**Q:** I have the energy of zinc-blende CdSe at seven volumes. The volume is raised in equal steps, yet the energy falls by very unequal amounts and then turns up in the last row. What should I read from that?

Zinc-blende CdSe at scaled volumes, with cell shape and fractional positions fixed, from OpenMX 3.8.5 with PBE, the OpenMX 2013 PBE pseudopotentials and the basis Cd7.0-s3p2d2, Se7.0-s3p2d2. All rows use a 9×9×9 k mesh, 0.05 eV Fermi–Dirac smearing and 35×35×35 grid points. Energies are counted from the minimum of the fitted equation of state.

| volume (Å³/atom) | energy (meV/atom) |
| --- | --- |
| 27.21 | 51.02 |
| 27.78 | 32.38 |
| 28.36 | 18.42 |
| 28.94 | 8.60 |
| 29.52 | 2.72 |
| 30.10 | 0.17 |
| 30.68 | 0.66 |

**A:** Start with what a step in volume does to the atoms. Here the whole cell is scaled, so every Cd atom keeps its four Se neighbours at tetrahedral angles. Only distances change, and all the Cd–Se bonds share one length. The column "volume" is therefore a bond-length axis in disguise, running from 2.605 Å to 2.711 Å, and "energy" is the cost per atom relative to the best length.

**Q:** And the best length lies between the last two rows?

**A:** Yes. The zero is the minimum of a smooth equation of state drawn through the seven energies, at 30.284 Å³/atom, so no row reads exactly zero. The row at 30.10 is still slightly compressed and the row at 30.68 is already stretched. The upturn at the end is the far wall of the same valley.

**Q:** Then the shrinking steps are no mystery: any valley gets flatter towards its bottom.

**A:** That accounts for most of the shrinking. The first step gains 18.64 meV/atom and the fifth only 2.55, and even a perfect spring would show a similar decline. The more telling question is whether the valley has the shape of a spring. Consider what the energy must do in the two extreme cases.

**Q:** If I pull the atoms far apart, they stop feeling each other.

**A:** So the energy levels off, and a curve that levels off must have lost its upward bend on the way. Now push the atoms together instead. The filled shells of Cd and Se overlap, the Pauli principle forces their electrons into states of higher kinetic energy, and this repulsion climbs roughly exponentially. The attraction, partly covalent and partly electrostatic, grows more slowly as the bond shortens.

Between these limits the upward bend should weaken as the bond lengthens. At the minimum the two forces balance; on compression the repulsion runs ahead, and the resistance builds up faster than in a perfect spring. This division into repulsion and attraction is a theoretical argument, since the calculation supplies only the total energy. The shape that it predicts can be checked.

**Q:** Could the extra resistance come merely from plotting against volume, which is the cube of a length?

**A:** Let us work that out with bonds that are perfect springs in length. For a small change, the energy per atom is ½ B V₀ (ΔV/V₀)², where V₀ is the volume at the minimum and B the bulk modulus, the resistance to uniform compression. Because V grows as r³, ΔV/V₀ is about three times the relative change of the bond length r. A spring harmonic in r with the right stiffness at the minimum is therefore

E = (9/2) B V₀ (r/r₀ − 1)²

The equation of state gives B = 42.9 GPa. With 1 eV/Å³ = 160.2 GPa, the prefactor is 4.5 × (42.9/160.2) × 30.284 ≈ 36.5 eV. In the most compressed row the bond is 3.51 % shorter than at the minimum, so E ≈ 36.5 eV × 0.0351² ≈ 45.0 meV/atom.

**Q:** The table has 51.02 there. That looks fairly close.

**A:** It is about 12 % below the computed energy. Remember that B and V₀ come from an equation of state that included this very row, so the spring is no independent prediction, and its success near the minimum is built in. What is informative is how it fails: the shortfall grows steadily as the bond is compressed. The computed crystal stiffens in a way that the cube of a length doesn't explain.

**Q:** Can I see that stiffening without the spring?

**A:** Yes, by taking differences twice. The energy change per unit of volume gives the pressure, and the change of pressure with volume gives the local stiffness. Between the rows at 30.10 and 27.78 the stiffness rises from about 44 to 62 GPa, whereas the spring reaches only 47. The output below lists both, row by row.

Put differently, the crystal gains about 4.4 GPa of stiffness for each GPa of pressure, and the spring gains 1. The spring's small gain is geometric: as the crystal shrinks, each bond's force acts on a smaller area. The rest is the anharmonic shape of the bond energy, which is what repulsion outrunning attraction would produce.

**Q:** The stiffness doesn't rise evenly, though. It hardly changes between 28.94 and 28.36, but jumps between 29.52 and 28.94.

**A:** I wouldn't look for chemistry in that. The energies scatter about the smooth curve by roughly 0.03 meV/atom, which is invisible in the table's trend. Taking differences twice magnifies it to about 1 GPa in a single stiffness, and to more between neighbours whose errors have opposite signs. The overall rise is far larger than this. The single steps depart from an even rise by about 3 GPa at most, which such scatter can produce.

**Q:** How would I guess the next point on either side?

**A:** Continue the steps, not the energies. One more compression should cost more than the 18.64 meV/atom of the first step, perhaps 23 or 24, because the last two steps on that side grew by 4.1 and 4.7, and the growth itself is rising. One more expansion should cost only about 3. Both guesses assume that the smooth trend goes on for one more step.

The same reasoning applies to other crystals near their balance of attraction and repulsion, as long as neither the structure nor the electronic state changes with volume: squeezing costs more than an equal stretch. How much more depends on the bond.

**Q:** Suppose I need these numbers for a process model. Where must I be careful?

**A:** First, with the pressure range. Real CdSe changes to the denser rock-salt structure under a pressure of a few GPa. These rows can't follow, because the atoms keep their fractional positions while the cell is scaled. The stiffness of 62 GPa, reached at about 4.5 GPa, may therefore describe a crystal that would already tend to transform.

Second, with the starting volume. The row at 28.94 is the cell that was scaled to make the others, but for this calculation it is under about 2.2 GPa of pressure. PBE tends to make such semiconductors too large and too soft. Expect the computed volume at the minimum to be somewhat too high and the modulus somewhat too low; the effect of the finite basis has not been separated here. For a model at ambient pressure, the measured volume and modulus are the safer input; what the calculation adds is an estimate of how fast the modulus rises under load.

Printed output of the fit:

```
Bond length and harmonic spring:
    row  'Cd-Se in A'  'computed meV/atom'  'spring meV/atom'  'computed less spring'
  27.21         2.605                51.02              44.98                   6.039
  27.78         2.623                32.38              29.25                    3.13
  28.36         2.641                18.42              17.04                   1.382
  28.94         2.659                  8.6              8.205                  0.3952
  29.52         2.677                 2.72              2.617                  0.1026
   30.1         2.694                 0.17             0.1501                 0.01987
  30.68         2.711                 0.66             0.6843                -0.02431
Steps ending at each row, with stiffness at the row before:
    row  'energy step meV/atom'  'mean pressure in step GPa'  'volume of row before'  'pressure there GPa'  'stiffness there GPa'  'spring stiffness there GPa'
  27.78                  -18.64                        5.159                   27.21                   n/a                    n/a                           n/a
  28.36                  -13.96                        3.864                   27.78                 4.512                  62.18                         46.76
  28.94                   -9.82                        2.718                   28.36                 3.291                  56.15                         45.82
  29.52                   -5.88                        1.628                   28.94                 2.173                  54.53                         44.92
   30.1                   -2.55                       0.7058                   29.52                 1.167                  47.01                         44.04
  30.68                    0.49                      -0.1356                    30.1                0.2851                  43.75                          43.2
Cd-Se bond at the fitted minimum in A: 2.699
Bond shortening at the most compressed row in percent: 3.51
Energy per bond at the most compressed row in meV (two bonds per atom): 25.51
First step over fifth step, ratio: 7.31
Share of the most compressed energy missed by the spring in percent: 11.84
Computed rise of stiffness from 30.10 to 27.78 in percent: 42.11
Spring rise of stiffness over the same rows in percent: 8.249
Computed stiffness gained per GPa of pressure over these rows: 4.359
Spring stiffness gained per GPa of its own pressure: 0.99
Rough scatter of one local stiffness from the fit rms in GPa: 0.9221
Energy of the last row above the row before in meV/atom: 0.49
```
